B-spline many-body code 1: no-pair Dirac configuration interaction with Breit and QED terms, in a B-spline basis, for the helium atom and two-electron ions, which have no closed core. The line is an electric quadrupole (E2) transition, with its reduced element in length form.

```csv
species,Z,charge (e),reduced element (1s4d 3D2 1s2s 3S1) (a.u.),without core polarisation (1s4d 3D2 1s2s 3S1) (a.u.),wavelength (1s4d 3D2 1s2s 3S1) (nm),rate (1s4d 3D2 1s2s 3S1) (s⁻¹)
He,2,0,9.500,9.500,316.4,63.77
Li+,3,1,2.525,2.525,93.82,1965
Be2+,4,2,1.109,1.109,44.85,15190
B3+,5,3,0.6103,0.6103,26.27,66630
C4+,6,4,0.3822,0.3822,17.25,213900
N5+,7,5,0.2603,0.2603,12.20,561800
O6+,8,6,0.1878,0.1878,9.079,1281000
F7+,9,7,0.1414,0.1414,7.020,2625000
Ne8+,10,8,0.1098,0.1098,5.589,4951000
Mg10+,12,10,0.07091,0.07091,3.783,14530000
Al11+,13,11,0.05843,0.05843,3.192,23080000
```

### The line and its columns

Each row is an ion with nuclear charge Z and two electrons, computed by relativistic configuration interaction with Breit and QED terms. One electron stays in 1s while the other drops from 4d to 2s with the spins parallel, so the line joins the level 1s4d ³D₂ to the metastable level 1s2s ³S₁ and does not end on the ground state. A jump from d to s keeps the parity and changes the orbital angular momentum by two units, which an electric dipole photon can't supply and an electric quadrupole (E2) photon can. The upper level empties mainly by dipole decay to 1s2p ³P, so the rate in the table is a partial rate and its inverse is no lifetime.

The reduced element Q measures the quadrupole moment of the transition charge cloud, in atomic units of charge times length squared. The wavelength λ gives the photon energy ω, and the rate A is the number of E2 decays per second. The column without core polarisation repeats Q in every row because these ions have no closed core to polarise. That equality is built into the calculation and tests nothing.

### A shrinking ion that radiates faster

The simpler system to hold in mind is a hydrogen-like ion of charge ζ = Z − 1. The outer electron moves mostly outside the 1s electron, which hides one unit of nuclear charge. In a hydrogen-like ion lengths scale as 1/ζ and energies as ζ², so a quadrupole moment, being an area, shrinks as 1/ζ². The analogy is close for 4d, which the centrifugal barrier keeps away from the 1s cloud. It is only rough for 2s, which penetrates that cloud and is bound more tightly, and it says nothing about the coupling of the two spins.

A smaller source radiates less, but the rate of quadrupole decay rises as the fifth power of the photon energy. In atomic units, with α the fine-structure constant and J = 2 the angular momentum of the upper level,

A = α⁵ω⁵Q² / [15(2J + 1)].

From He to Al11+ the square of the element falls by a factor of 2.64 × 10⁴, while 1/λ⁵ rises by 9.57 × 10⁹. The quotient of the two is the rise of the rate, 3.62 × 10⁵, so the columns show that the photon energy drives the rate up against a falling element.

For the pure hydrogen-like ion, ω⁵Q² scales as ζ¹⁰/ζ⁴ = ζ⁶, with A/ζ⁶ = 5.15 s⁻¹. The table approaches this law from above: A/ζ⁶ falls in every step, from 63.8 s⁻¹ in He to 7.73 s⁻¹ in Al11+. The local exponent of the rate in ζ therefore stays below six throughout. It climbs from 4.95 at the first step to a maximum on arrival at Ne8+ and then turns down slightly, a feature that the last section traces to the element.

### Why the light ions have too much energy

The 2s electron spends part of its time inside the 1s cloud, and exchange keeps electrons of parallel spin apart, so it feels more than the charge ζ. Its binding is written ζ²/(2ν²) with an effective quantum number ν = 2 − δ, where δ is the quantum defect. Taking 4d as hydrogenic gives ω = (ζ²/2)(1/ν² − 1/16), which turns each wavelength into a value of ν. The result rises in every step, from 1.689 in He to 1.958 in Al11+, because one screening electron matters less and less beside a growing nucleus.

The expansion in 1/Z shows how fast δ dies away. Without electron repulsion the energy gap is (1/8 − 1/32)Z² = 3Z²/32 hartree. First-order repulsion raises 4d by very nearly Z/16, the value for complete screening, and raises triplet 2s by the Coulomb minus the exchange integral, (17/81 − 16/729)Z = 137Z/729. With a constant c₀ for the next order and the hydrogenic relativistic shift of 2s, in which Z⁴ is replaced by Z²ζ² as an estimate,

ω = 3Z²/32 − 0.1254 Z + c₀ + (5/128)α²Z²ζ².

Complete screening of 2s would have raised it by Z/4, and the shortfall makes δ fall as 1/ζ, with δζ tending to 8(1/4 − 137/729) = 0.497 without relativity.

The constant c₀ = 0.0196 hartree comes from a least-squares fit of the relative error in ω over all eleven rows. The formula then reproduces ω to 0.31 % of the tabulated value in the worst row, Li+. This exceeds the 0.04 % that rounding of the wavelengths allows, as is natural for a series cut off after its constant term. Dropping the relativistic term with c₀ held fixed leaves Al11+ too low by 0.29 %, so at the heavy end relativity is visible in the wavelength.

The extra binding of 2s accounts for most of the excess rate in the light ions. In He, ω/ζ² = ½(1/1.689² − 1/16) = 0.144, which is 1.54 times the hydrogenic 3/32. The fifth power of that ratio is about 8.6, out of a total excess of about twelve over the ζ⁶ law. The rest comes from the element.

### Why the scaled element peaks at Li+

The column of Q falls smoothly, and its structure appears only after the hydrogenic shrinkage is removed by forming Qζ². This product rises from 9.50 in He to 10.10 in Li+ and then falls in every step to 8.41 in Al11+. The hydrogenic value is 7.90, below every row. A penetrating 2s orbital is more compact than a hydrogenic one, and yet its element with 4d is larger.

A single screened charge doesn't describe this. The form Q = 7.90/(Z − σ)², with σ fitted to all rows by least squares in the logarithm, gives σ = 1.16. It overshoots the tabulated He element by 19 % and undershoots B3+ by 12 %. The two orbitals do not scale together, because 4d follows ζ while 2s changes shape with ν.

The 4d radial function has one node, at r = 12/ζ bohr, and its two lobes have opposite sign. The weight r² stresses large distances, so the tail of 2s reaches past the node and the outer lobe subtracts from the inner one. As ν grows, 2s swells and both parts grow, but at different speeds. The overlap with the inner lobe gains first, while the overlap with the outer lobe depends on the far tail and gains later, so their difference passes through a maximum.

This picture can be computed with no fitted constant. In LS coupling the angular algebra gives Q = √((2J + 1)/5) ⟨4d|r²|2s⟩, which for J = 2 is the radial integral itself. Outside the 1s cloud the 2s electron moves in a pure Coulomb field of charge ζ, so its wavefunction is the decaying Coulomb (Whittaker) function for the ν of the row; this is the Coulomb approximation. With a hydrogenic 4d the integral is analytic, and Qζ² = f(ν) is one curve for the whole sequence. The curve peaks at ν = 1.82 with the value 10.09, and Li+, at ν = 1.81, is the row nearest the top.

Splitting the model integral at the node shows the competition. From He to Li+ the inner part grows from 10.92 to 13.39, more than the negative outer part, whose size goes from 1.59 to 3.30. The scaled element therefore rises.

Beyond Li+ the balance reverses. At the ν of Al11+ the inner part has reached 16.13 and the outer part 7.26 in size, so since Li+ the subtraction has grown more than the main term. The split belongs to the model, which the tabulated Q tests only through the total. From Li+ to N5+ that total agrees with the table within 0.52 % of the model value.

Other lines of the same calculation serve as controls. The singlet 2s orbital is less bound than the triplet, so the line 1s4d ¹D₂ → 1s2s ¹S₀ samples the same curve at larger ν. In He this moves ν from well below the peak to just past it, and Qζ² is 10.14, above the triplet value, while in Li+ it moves ν well past the peak and Qζ² is 9.41, below the triplet value. The 3d orbital has no node, and its scaled triplet element goes from 25.86 in He to 35.06 in Li+, far below the hydrogenic value and rising towards it. The model meets all four controls within about 1 %, and the reversal of order between He and Li+ ties the peak to ν.

Helium is the irregular row at the light end, with a tabulated element 1.8 % above f(ν). Both helium controls also lie about 1 % above the model, so part of the offset is shared by the helium lines and probably belongs to the Coulomb approximation. Penetration alone doesn't set its size, since the singlet control of He has a larger ν than the triplet line of Li+ and yet a larger offset. A finite basis may add to the offset, because the 5d − 4d interval of He exceeds the Rydberg value by 75.5 meV, a sign that the most diffuse orbitals are squeezed. The 4d − 3d interval is off by only 3.2 meV, and whether the 4d element is affected is untested.

### A worked row: Al11+

Here Z = 13 and ζ = 12. The row took part in the fit of c₀, while the element uses no fit beyond the row's own wavelength.

- Energy: ω = 15.844 − 1.631 + 0.020 + 0.051 = 14.284 hartree.
- Wavelength: λ = 45.563 nm/14.284 = 3.190 nm, against 3.192 nm in the table.
- Effective quantum number, from the tabulated λ: ω = 45.563/3.192 = 14.274, 1/ν² = 2 × 14.274/144 + 1/16 = 0.26075, ν = 1.9583.
- Element: f(1.9583) = 8.863, so Q = 8.863/144 = 0.06155, against 0.05843 in the table.
- Rate, with λ in nm: A = 1.12 × 10¹³ s⁻¹ × Q²/(5λ⁵) = 1.12 × 10¹³ × 0.06155²/(5 × 331.4) = 2.56 × 10⁷ s⁻¹, against 2.308 × 10⁷ s⁻¹.

The wavelength is good to 0.06 %, but the tabulated element lies 5.1 % below the model. The value of ν is secure, since the 2s binding energy of the same calculation gives 1.9581. The shortfall grows steadily from Be2+ onward and is 1.95 % at Ne8+, far above the rounding of the element.

### Loss of triplet character in the heavy ions

The levels ³D₂ and ¹D₂ of one configuration share J and parity, and it is mainly the exchange energy K between 1s and the distant d electron that separates them. Spin-orbit coupling ξ of the d electron mixes them, and it grows roughly as ζ⁴ while K grows much more slowly. The quadrupole operator acts on space alone, so the singlet part of the upper level has no strength to ³S₁. The element is then reduced by √p, where the purity p is the triplet weight of the level. That much is standard theory.

The calculation shows the mixing for the neighbouring level 1s3d ³D₂, whose purity drops from 0.999 in Be2+ to 0.882 in Al11+. At the light end the 4d line can be checked directly against ³D₃, which has no singlet partner. The strength ratio (7/5)(Q₂/Q₃)², with the subscript giving J, is 0.9999 in He and 0.9997 in Li+, so mixing is negligible there.

A two-level model carries the 3d purity over to 4d. The gap between the levels is 2K + ξ/2 and the coupling is √6 ξ/2, so the mixing angle θ obeys tan 2θ = √6 x/(2 + x/2), with x = ξ/K and p = (1 + cos 2θ)/2. Spin-orbit coupling scales as 1/n³ with the principal quantum number n, while the hydrogenic exchange integral falls by a smaller factor from 3d to 4d, so x is smaller for 4d than for 3d. The constant ξ here is an effective one that lumps the Breit spin terms together with the nuclear spin-orbit term.

- From the 3d purity of Al11+: cos 2θ = 2 × 0.882 − 1 = 0.764, tan 2θ = 0.845, x = 0.833.
- For 4d, with the hydrogenic ratio 0.78: x = 0.65, tan 2θ = 0.685, p = 0.913.
- Corrected element: 0.06155 × √0.913 = 0.0588.

The estimated purity of 0.913 stands against 0.901 for the square of the ratio of tabulated to model element. Of the five ions tested, Be2+ has a shortfall of only 0.06 %, too close to the rounding of the element to count. In B3+ the estimate accounts for part of the shortfall, and in the three tested ions from N5+ upward for about half or more. Mixing is thus an argued cause whose size and growth fit the data, resting on a purity transferred from 3d. It also accounts for the downturn of the rate exponent after Ne8+, since the estimated triplet weight then falls fast enough to outweigh the slow rise of the exponent towards six.

After the correction the table still lies below the model, by 0.63 % at Al11+. A direct relativistic change of the radial integral would be of order (Zα)², which is 0.9 % for aluminium, but its sign isn't worked out here. Assigning the remainder to it is a guess, because the bias of the Coulomb approximation and the crudeness of the transferred purity are of similar size.
